## The row that looks wrong

PBE0 in def2-TZVPP binds an extra electron to Cl₂ by only 0.86 eV at the structure of the neutral molecule, against 1.17 eV for the same functional in aug-cc-pVQZ. It is the lowest vertical affinity of all levels, although def2-TZVPP has about twice the functions of the two smallest bases, which both give 1.28 eV. A basis must do two separate jobs here: hold the diffuse extra electron and describe the short Cl–Cl bond. Each attachment energy tests these jobs in a different proportion.

Calculated values. PySCF 2.14.0, DFT electron attachment to gas-phase Cl₂ (neutral singlet to anion doublet), non-relativistic, at the levels listed. Affinities are differences of total energies, positive where the electron is bound. All rows use neutral and anion structures optimised with PBE0-D3(BJ)/ma-def2-SVP.

| level | integration grid level | vertical electron affinity (eV) | adiabatic without zero point (eV) | vertical at product structure (eV) | parent lumo energy (eV) |
| --- | --- | --- | --- | --- | --- |
| PBE0-D3(BJ)/def2-TZVPP | 2 | 0.860 | 2.380 | 4.300 | -3.400 |
| M06/ma-def2-TZVP | 3 | 1.020 | 2.490 | 4.340 | -3.430 |
| B97-2/ma-def2-TZVP | 2 | 1.060 | 2.540 | 4.370 | -3.610 |
| BHandHLYP/ma-def2-TZVP | 2 | 1.100 | 2.640 | 4.630 | -2.360 |
| TPSSh-D3(BJ)/ma-def2-TZVP | 3 | 1.120 | 2.620 | 4.330 | -4.050 |
| PBE0-D3(BJ)/aug-cc-pVQZ | 2 | 1.170 | 2.570 | 4.470 | -3.490 |
| PBE0-D3(BJ)/6-311++G(2d,2p) | 2 | 1.220 | 2.720 | 4.540 | -3.590 |
| PBE0-D3(BJ)/6-31+G(d) | 2 | 1.280 | 2.940 | 4.560 | -3.680 |
| PBE0-D3(BJ)/ma-def2-SVP | 2 | 1.280 | 3.040 | 4.570 | -3.750 |
| LDA/ma-def2-TZVP | 2 | 1.300 | 2.470 | 4.300 | -4.790 |

## Three energies and one cycle

The product is the same in every row: a symmetric Cl₂ radical anion with half the charge and half the spin on each atom and negligible spin contamination. The electron enters σ*, halves the bond order and lengthens the bond from 2.029 to 2.659 Å. The warning of a loose complex probably comes from a bond-length criterion that does not recognise this two-centre three-electron bond.

Let V be the vertical electron affinity (both species at the neutral's structure), D the value vertical at the product structure, and A the adiabatic value without zero point. The four total energies behind them give exactly:

- A − V = energy that the anion gains on stretching (anion relaxation)
- D − A = energy that the neutral pays for the same stretch (neutral stretch)
- D − V = reorganisation energy

V and D compare two charge states at one bond length, so an error that depends on bond length alone cancels in them. A compares two bond lengths and keeps that error. All rows share the PBE0/ma-def2-SVP structures, so A is fully relaxed only in that row. Basis effects are read among the PBE0 rows and functional effects among the ma-def2-TZVP rows. The yardstick for bases is aug-cc-pVQZ, the largest, whose own convergence is untested; spreads below measure sensitivity to the level, not error against nature. The output after the text lists all differences, which the rounding of the table limits to 0.01 or 0.02 eV.

## First job: holding the electron

Relative to aug-cc-pVQZ, def2-TZVPP is low by 0.31 eV in V, 0.19 eV in A and 0.17 eV in D. Two controls from the same runs place the fault in the anion: the vertical ionisation energy and the neutral stretch agree with the yardstick within 0.02 eV. The relative energies of the neutral at both bond lengths and of the cation therefore agree with those of the larger basis.

The physics is standard. A weakly bound electron has a wavefunction that decays slowly, at a rate set by the square root of its binding energy, and a basis without diffuse functions confines it and raises the anion's energy. The electron is bound by about 1 eV at the short bond and by more than 4 eV at the long one. The tail is thus longer at the short bond, which argues for the larger error in V than in D that the table shows.

## Second job: the short bond

The small diffuse bases fail in the other way. At either fixed structure ma-def2-SVP lies only about 0.1 eV above the yardstick, yet its A is 0.47 eV too high relative to it. The cycle locates the excess: the neutral stretch costs 0.37 eV too little and the anion gains 0.36 eV too much. Both charge states are penalised at the short bond by nearly the same amount, which cancels in V and D and enters A in full.

The neutral stretch follows the flexibility of the basis. It costs 1.53 and 1.62 eV in the two bases with one d shell, 1.82 eV in 6-311++G(2d,2p) with two, and about 1.9 eV in the two bases that carry f functions. Theory argues that polarisation functions and a finer valence split matter most where the atoms overlap strongly and their densities deform. The two ingredients grow together along this series, so the table does not separate them.

Because the error is common to both charge states, the reorganisation energy hardly notices it: the four diffuse bases span 0.04 eV in D − V while each of its parts spans almost 0.4 eV. The modest error of ma-def2-SVP in V deserves less trust, since its ionisation energy lies 0.23 eV above the yardstick; that cancellation helps V is a guess. The expectation for other molecules, argued and not tested here, is that the more an attachment changes a bond length, the more A depends on polarisation, whereas with little structural change A inherits the needs of V.

## How much the shared structure matters

One rough estimate, with its curvature taken from a single row, indicates which energy feels the borrowed geometry. The same runs give the cost c of compressing the neutral from R_n = 2.029 Å to the cation's bond length R_c = 1.923 Å. Take the neutral as a parabola κ(R − R₀)², so that c = κ(R_n − R_c)(2R₀ − R_n − R_c). The ma-def2-SVP row has R₀ = R_n by construction and supplies the curvature, which is assumed equal in all bases. For aug-cc-pVQZ, a row that did not enter κ:

- κ = 0.117 eV / (0.106 Å)² ≈ 10 eV/Å²
- R₀ − R_n = −0.053 Å + 0.027 eV / (2 × 10 × 0.106 eV/Å) ≈ −0.04 Å
- mean slope of the affinity = (D − V)/ΔR = 3.30 eV / 0.630 Å ≈ 5.2 eV/Å
- change of V ≈ 5.2 × (−0.04) ≈ −0.2 eV
- change of the neutral's energy ≈ −10 × 0.04² ≈ −0.02 eV

V responds to first order in the bond length, because the anion sits on a steep repulsive wall there, while the neutral's energy responds to second order. A bond a few hundredths of an ångström too long thus inflates V by tenths of an eV and A by hundredths. The direction agrees with a measured bond roughly 0.04 Å shorter than the one used, a recalled figure. The estimate is good to an order of magnitude only: it ignores anharmonicity, probably understates the slope at the short bond, and no reoptimisation checks it. It says nothing of the anion, whose relaxation at a row's own level would raise A.

## The functional

In ma-def2-TZVP the five functionals span 0.17 eV in A, far less than the 0.66 eV of the five PBE0 bases. For the reorganisation energy the order reverses: it rises with the share of exact exchange from 3.00 eV (LDA) to 3.53 eV (BHandHLYP), with B97-2 and M06 tied within rounding. Steps of a few hundredths of an eV between functionals carry no message, since M06 and TPSSh use a finer integration grid than the others, its effect untested, and only TPSSh carries the D3 correction, which enters A.

BHandHLYP stands apart in D, 0.26 eV above B97-2, of which 0.16 eV is a costlier neutral stretch. Among the four hybrids that cost rises with exact exchange; LDA does not continue the trend. Theory argues that a stretched closed-shell bond acquires static correlation, which exact exchange in a single determinant lacks. One SCF solution was found per state, and the stability of the stretched neutral is untested.

LDA stands apart in V, 0.24 eV above B97-2, yet has the lowest A of the five, because its anion relaxation is 0.31 eV smaller at an equal neutral stretch. The numbers show that LDA favours the anion specifically at the short bond. The cause is left open. Delocalisation error is a known failure of functionals with little exact exchange for three-electron bonds, but it stabilises such a bond increasingly as it stretches. By itself it should enlarge the anion's relaxation, not reduce it. The SCF warning of this run accompanies its oxidation step, and the reduction values are complete.

## The LUMO is no shortcut

Minus the parent LUMO energy exceeds V in every row, by 3.49 eV in LDA and by 1.26 eV in BHandHLYP, and the excess falls steadily with exact exchange across the five functionals. The LUMO energy is the slope of the total energy against electron number at the neutral, whereas −V is the mean slope up to the anion. A semilocal functional makes that curve convex, so the orbital rises as it fills; exact exchange bends the curve the other way. The LUMO therefore spreads almost nine times as widely as V, and it ranks BHandHLYP last in affinity where V puts it third. It also moves by only 0.09 eV between def2-TZVPP and aug-cc-pVQZ, under a third of the change in V, so a stable LUMO does not certify a basis for the anion.

## What to spend for which purpose

Cost is estimated as the cube of the number of basis functions, from recalled shell counts. Relative to ma-def2-SVP this gives roughly 4 for 6-311++G(2d,2p), 6 to 7 for the triple-zeta def2 sets and 56 for aug-cc-pVQZ. Exact exchange makes a hybrid dearer than LDA, whatever its percentage.

For the adiabatic affinity the basis comes first, with both diffuse and higher polarisation functions. A single d shell leaves about 0.4 eV or more against the yardstick and 6-311++G(2d,2p) leaves 0.15 eV. A diffuse triple-zeta set with f functions should do both jobs at a fraction of the yardstick's cost, an argued choice that the PBE0 series does not test. The 2.38 eV of def2-TZVPP lies near a measured value of roughly 2.4 eV, a recalled figure, but with a demonstrated fault in the anion this may be cancellation and is no recommendation.

For V, any of the four diffuse bases lands within 0.11 eV of the yardstick and the four hybrids span 0.10 eV, so, if the rough geometry estimate holds, a better neutral bond length is worth more than a larger basis. For the reorganisation energy a small diffuse basis is enough at these fixed structures. As D − V, however, it inherits the sensitivity of V to the neutral's bond length, so the effort belongs to better structures and to a correlated check of the functional.

For equilibria the scale is kT ln 10 = 0.059 eV per factor of ten at room temperature. The spread of A equals 11 such units among the bases and 3 among the functionals, while the step from A to the free energy adds 0.057 eV, about one unit. Agreement to 1 kcal/mol is not demonstrated for any level here: it would need structures relaxed at the final level, a tested grid, relativistic corrections and a wavefunction reference before a functional could be blamed or trusted.

Numerical output:

```
Energies in eV; V vertical, A adiabatic, D vertical at anion structure
Table rounded to 0.01: a difference is good to 0.01, a difference of differences to 0.02
level: anion relaxation A-V, neutral stretch D-A, reorganisation D-V, -LUMO minus V
  PBE0/def2-TZVPP: 1.52 1.92 3.44 2.54
  PBE0/aug-cc-pVQZ: 1.40 1.90 3.30 2.32
  PBE0/6-311++G(2d,2p): 1.50 1.82 3.32 2.37
  PBE0/6-31+G(d): 1.66 1.62 3.28 2.40
  PBE0/ma-def2-SVP: 1.76 1.53 3.29 2.47
  LDA/ma-def2-TZVP: 1.17 1.83 3.00 3.49
  TPSSh/ma-def2-TZVP: 1.50 1.71 3.21 2.93
  B97-2/ma-def2-TZVP: 1.48 1.83 3.31 2.55
  M06/ma-def2-TZVP: 1.47 1.85 3.32 2.41
  BHandHLYP/ma-def2-TZVP: 1.54 1.99 3.53 1.26
PBE0 minus aug-cc-pVQZ: V, A, D, A-V, D-A, D-V, -LUMO, vertical ionisation
  def2-TZVPP: -0.31 -0.19 -0.17 +0.12 +0.02 +0.14 -0.09 -0.00
  6-311++G(2d,2p): +0.05 +0.15 +0.07 +0.10 -0.08 +0.02 +0.10 +0.04
  6-31+G(d): +0.11 +0.37 +0.09 +0.26 -0.28 -0.02 +0.19 +0.15
  ma-def2-SVP: +0.11 +0.47 +0.10 +0.36 -0.37 -0.01 +0.26 +0.23
Spread (max - min): V, A, D, A-V, D-A, D-V, LUMO
  five PBE0 bases: 0.42 0.66 0.27 0.36 0.39 0.16 0.35
  four diffuse PBE0 bases: 0.11 0.47 0.10 0.36 0.37 0.04 0.26
  five functionals: 0.28 0.17 0.33 0.37 0.28 0.53 2.43
  four hybrids: 0.10 0.15 0.30 0.07 0.28 0.32 1.69
  functionals without BHandHLYP: 0.28 0.15 0.07 0.33 0.14 0.32 1.36
Exact exchange % and -LUMO minus V: 0: 3.49, 10: 2.93, 21: 2.55, 27: 2.41, 50: 1.26
Rank correlation of -LUMO with V, five functionals 0.70, without BHandHLYP 1.00
LUMO spread over V spread, five functionals: 8.7
LDA minus B97-2: V +0.24, A -0.07, D -0.07, A-V -0.31, D-A -0.00
BHandHLYP minus B97-2: V +0.04, A +0.10, D +0.26, A-V +0.06, D-A +0.16
Rough geometry estimate: bond lengthens 0.630 A; half curvature of neutral 10 eV/A^2
basis: mean slope of affinity (eV/A), shift of neutral minimum (A), change of V, of neutral energy
  def2-TZVPP: 5.5 -0.04 -0.2 -0.02
  aug-cc-pVQZ: 5.2 -0.04 -0.2 -0.02
  6-311++G(2d,2p): 5.3 -0.02 -0.1 -0.00
  6-31+G(d): 5.2 -0.01 -0.1 -0.00
Basis functions for Cl2 (recalled shells) and rough N^3 cost relative to ma-def2-SVP:
  ma-def2-SVP 44 (1), 6-31+G(d) 44 (1), 6-311++G(2d,2p) 70 (4), ma-def2-TZVP 82 (6), def2-TZVPP 84 (7), aug-cc-pVQZ 168 (56)
Yardsticks: 1 kcal/mol = 0.043, kT ln10 at 298.15 K = 0.059; zero point adds 0.018, free energy 0.057
Spread of A in kcal/mol: bases 15, functionals 4; in units of kT ln10: 11, 3
```
